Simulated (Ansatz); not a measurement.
A family of molecules: the dipole moment

One atom is swapped for its congeners: C5H8 (1,4-pentadiene) `C=CCC=C`; C4H8Ge `C=[CH][GeH2][CH]=C`; C4H8Sn `C=[CH][SnH2][CH]=C`. The Si member is missing. All are singlets with charge 0.

Shapes, held fixed at every level: PBE0-D4/def2-TZVP. Flexible molecules stand in one conformer, not always the lowest. Programs: Ansatz 0.2.0. Values in D.

```tsv
level	C5H8	C4H8Ge	C4H8Sn
PBE-D4/def2-TZVPP	0.13	0.68	0.68
r2SCAN-D4/def2-TZVPP	0.14	0.71	0.69
B3LYP-D4/def2-TZVPP	0.13	0.70	0.66
wB97M-V/def2-TZVPP	0.12	0.70	0.63
```

At wB97M-V/def2-TZVPP the dipole moment isn't monotonic: it is largest for Ge and smallest for C (0.70 and 0.12 D). 3 of 4 levels show this order throughout; 3 agree on the largest and the smallest. For atoms past krypton def2 sets carry core potentials with scalar relativity. Relativity is left out for Ge unless named. Magnitudes only: a dipole under 1 D may point either way.

The robust result is the jump from the carbon compound to its two heavier congeners, which every level reproduces. The order of Ge and Sn is much less secure: PBE gives 0.68 D for both, and even the widest separation, at wB97M-V, is small.

In 1,4-pentadiene the central carbon differs little in electronegativity from its neighbours, so the bond dipoles are weak and largely cancel. Germanium and tin are more electropositive than both carbon and hydrogen, which puts negative charge on the vinyl groups and on the hydridic hydrogens. In a roughly tetrahedral arrangement these two contributions oppose each other, and the molecular dipole is their difference. This probably explains why the longer, more polarizable bonds to tin bring no further increase. The lower Sn value with wB97M-V may reflect a slightly different balance of charge between the vinyl and hydride sides. Similar totals for Ge and Sn therefore don't show that their individual bonds are equally polar.
